## The finding

PdTe is a metal in this PBEsol calculation because its sixteenth and seventeenth bands overlap in energy, although a step separates them at five of the six listed points. The sixteenth band rises to 0.86 eV above the Fermi energy at A, and the seventeenth dips to 0.44 eV below it at K. At A the two bands also meet. There symmetry binds four levels together, and a gap would have to cut through the middle of them.

PdTe (P6_3/mmc) in the fixed Materials Project cell, calculated with Ansatz 0.2.0: PBEsol, all-electron PAW, scalar-relativistic, no spin polarisation, 9 × 9 × 6 k mesh, Fermi-Dirac smearing of 0.05 eV. Energies are relative to the Fermi energy. Bands -1 and +1 are the highest filled and lowest empty levels at each k-point; n/a marks levels beyond the 19 bands calculated.

```
k-point  k in reciprocal vectors  band -4 (eV)  band -3 (eV)  band -2 (eV)  band -1 (eV)  band +1 (eV)  band +2 (eV)  band +3 (eV)
  GAMMA                    0 0 0         -2.07         -1.02         -1.02         -0.25          0.47          1.77          1.77
      M                  0.5 0 0         -2.23         -2.06         -2.05         -1.51          0.85          2.19          3.93
      K          0.3333 0.3333 0         -1.05         -1.05         -0.44         -0.44          2.94           n/a           n/a
      A                  0 0 0.5         -2.94         -2.94         -1.79         -1.79          0.86          0.86          0.86
      L                0.5 0 0.5         -2.48         -2.48         -0.37         -0.37          0.44          0.44          3.33
      H        0.3333 0.3333 0.5         -2.21         -2.21         -1.85         -1.85          2.04          2.04          5.25
```

## Count the bands before comparing the rows

The cell holds 32 valence electrons, enough to fill sixteen bands with two electrons each. In a metal this is only the average over all k-points. The column "band -1" gives the highest filled level at each point separately, so it changes from one band to another down the table. Matched to the band energies of the same calculation, it is band 15 at Γ, band 14 at A and band 18 at K.

These counts already show the metal. Γ and A have fewer than sixteen filled bands, so they lie in regions of holes; K has more, so it lies in a region of electrons. The wide step at K between "band -1" and "band +1" separates bands 18 and 19. It is no sign of a gap at the filling that the crystal has.

## Two reasons for equal levels

The first reason is the threefold axis, which acts at Γ, K, A and H. Some states change their phase by a third of a turn when the crystal is rotated about this axis, in one sense or in the other. A mirror or glide plane containing the axis exchanges the two senses, so both states have the same energy. M lies off any such axis, and its levels are single; two of them come within 0.01 eV of each other, which is no more than the rounding of the table.

The second reason is the stacking. The cell contains two equivalent layers of each element, and a screw operation $S$, half a turn combined with a shift by $c/2$, carries one layer into the other. Two such operations make a shift by the full length $c$. At A, L and H, which lie on the top face of the Brillouin zone, a wave changes sign under that shift, so $S^2=-1$.

Combined with time reversal $\Theta$, the screw gives $(\Theta S)^2=-1$ on this face as long as spin-orbit coupling is left out. No single state can satisfy this condition alone, so each level there needs a partner. The numbers agree: the filled levels listed at A, L and H all come in pairs. At A the threefold axis and a true mirror plane act as well, and two of the axis pairs join into one fourfold level. At H the planes that contain the axis and keep the point are glides, and one pair can satisfy both reasons at once.

## From Γ to A

The line from Γ to A shows both effects at work. At Γ, bands 13 to 18 consist of a pair at -1.02 eV, two single levels at -0.25 and 0.47 eV, and another pair at 1.77 eV. At A the same six bands have become a twofold level and, above it, a fourfold one.

Symmetry tells which levels belong together. Along this line the threefold axis is kept, so a pair stays a pair and a single level stays single. The two pairs of Γ must therefore merge into the fourfold level of A, and the two single levels into the twofold one. This tracing assumes that the six bands stay clear of those beneath them on the way, as they do at both ends.

The change in the filled count now has a simple cause. The lower pair climbs through the Fermi energy and takes two bands out of the filled set. The upper single level sinks through it and puts one band back. The count falls from fifteen at Γ to fourteen at A.

## A model of two layers

The merging follows from the simplest tight-binding picture. Give each layer one orbital of energy $E_0$ and let it couple only to the neighbouring layers, with strength $t$. With two layers in each length $c$, the energies are

$$E_\pm=E_0\pm 2t\cos(k_z c/2),$$

where $k_z$ is the wave number along $c$. At Γ the cosine is one, and the two levels are $4|t|$ apart. At A it is zero, and both levels lie at $E_0$, midway between their partners at Γ.

For the two pairs, the Γ row gives

$$E_0=\frac{-1.02+1.77}{2}\ \text{eV}\approx 0.38\ \text{eV}.$$

The A row is the test, and it has 0.86 eV. The estimate is about 0.5 eV too low, roughly a sixth of the spacing between the pairs at Γ. The picture thus gives the merging and places the level roughly.

For the single levels it fails. Their midpoint at Γ is 0.11 eV, whereas the twofold level at A lies at -1.79 eV. The miss of 1.90 eV is more than twice the spacing of these two levels at Γ. Symmetry fixes that they must meet, but it leaves open at which energy.

Theory offers two reasons for such a miss. Coupling across the full length $c$ shifts both partners one way at Γ and the opposite way at A, which moves the meeting point off the midpoint. Mixing with other orbitals also changes along the line. In a basis of s, p and d orbitals, the single levels come from orbitals that are symmetric about the axis, such as $p_z$ and $d_{z^2}$. These point at the neighbouring layers, so a strong effect is plausible, but the energies do not tell how much each reason contributes.

## Why K holds more electrons

Tellurium brings one s and three p orbitals per atom, and palladium five d orbitals. With two atoms of each element in the cell, this makes eighteen valence bands, two more than the electrons can fill on average. At K all eighteen lie below the Fermi energy. The next band starts 2.39 eV above the Fermi energy, so K is full up to the natural end of this set.

The comparison with H gives a clue to what keeps the top of the set so low at K. The two points have the same wave vector within the layers and differ only in its part along $c$. Bands 17 and 18 nevertheless lie 2.48 eV higher at H. Their low position at K therefore depends on how the layers are coupled. A likely reason lies in the mirror planes through the tellurium layers. At K they forbid the tellurium $p_z$ orbitals to mix with the p orbitals lying in the layer. At H the wave changes sign from one cell to the next along $c$, and $p_z$ in one tellurium layer may mix with the in-plane orbitals of the next. Such mixing pushes levels apart, which fits the directions of change from K to H, where bands 17 and 18 rise and bands 15 and 16 fall. It cannot be the whole cause, because mixing between these two pairs alone would move both by the same amount, and the rise is about three times the fall. The orbital make-up of the bands was not calculated, so the part played by this mixing remains an expectation.

## How firm the metal is

The overlap between the top of band 16 at A and the bottom of band 17 at K is

$$0.86\ \text{eV}-(-0.44\ \text{eV})=1.30\ \text{eV}.$$

The full k mesh of the calculation gives the same value. The overlap is indirect, since its two ends lie at different k-points. A step at one point, however wide, therefore does not make the crystal an insulator.

Spin-orbit coupling was left out, and in tellurium p states it can shift levels by several tenths of an electronvolt. It would split the fourfold level at A and could part bands 16 and 17 there. The overlap is larger than such shifts, so the metal should survive. The detailed shape of the Fermi surface is less safe, because levels at Γ, K and L lie within half an electronvolt of the Fermi energy.

The calculated stress also shows that the fixed cell is stretched compared with the one PBEsol would prefer. The PAW datasets, moreover, were made for PBE and not for PBEsol. How far either point moves the overlap was not tested.

## The same reasoning for a neighbour

Palladium ditelluride, PdTe₂, makes a useful contrast. Its usual layered structure has one palladium layer per cell and no screw operation joining two layers. The threefold axis still makes pairs at Γ and A, but nothing forces single levels to meet at A or two pairs to become a fourfold level.

For any crystal of this kind, first ask whether a half turn about the stacking axis, combined with a shift by half the cell, links equal layers. If it does, and spin-orbit coupling is left out, the bands stick together in pairs on the zone face. Then count the electrons and see whether the filling cuts through a joined group, as it does in PdTe. If it does not, a gap is allowed at that point, but bands at different points may still overlap. The differences and midpoints used here are collected in the output below.

The analysis program printed:

```
Levels by band number in eV:
    row  filled bands  band 15  band 16  band 17  band 18  step 16 to 17
  GAMMA            15    -0.25     0.47     1.77     1.77            1.3
      M            16    -2.05    -1.51     0.85     2.19           2.36
      K            18    -1.05    -1.05    -0.44    -0.44           0.61
      A            14     0.86     0.86     0.86     0.86              0
      L            16    -0.37    -0.37     0.44     0.44           0.81
      H            16    -1.85    -1.85     2.04     2.04           3.89
Spacing of neighbouring levels in eV:
    row  v4 to v3  v3 to v2  v2 to v1  c1 to c2  c2 to c3
  GAMMA      1.05         0      0.77       1.3         0
      M      0.17      0.01      0.54      1.34      1.74
      K         0      0.61         0       n/a       n/a
      A         0      1.15         0         0         0
      L         0      2.11         0         0      2.89
      H         0      0.36         0         0      3.21
Highest listed level of band 16 (eV): 0.86
Lowest listed level of band 17 (eV): -0.44
Overlap of bands 16 and 17 (eV): 1.3
Bottom of band 19 above the Fermi energy (eV): 2.394
Valence orbitals in the cell (Te s and p and Pd d): 18
Midpoint of the two pairs at GAMMA (eV): 0.375
Fourfold level at A less that midpoint (eV): 0.485
Midpoint of the two singles at GAMMA (eV): 0.11
Twofold level at A less that midpoint (eV): -1.9
Spacing of the two pairs at GAMMA (eV): 2.79
Spacing of the two singles at GAMMA (eV): 0.72
Rise of the lower pair from GAMMA to A (eV): 1.88
Fall of the upper pair from GAMMA to A (eV): 0.91
Fall of the lower single from GAMMA to A (eV): 1.54
Fall of the upper single from GAMMA to A (eV): 2.26
Rise of bands 17 and 18 from K to H (eV): 2.48
Fall of bands 15 and 16 from K to H (eV): 0.8
```
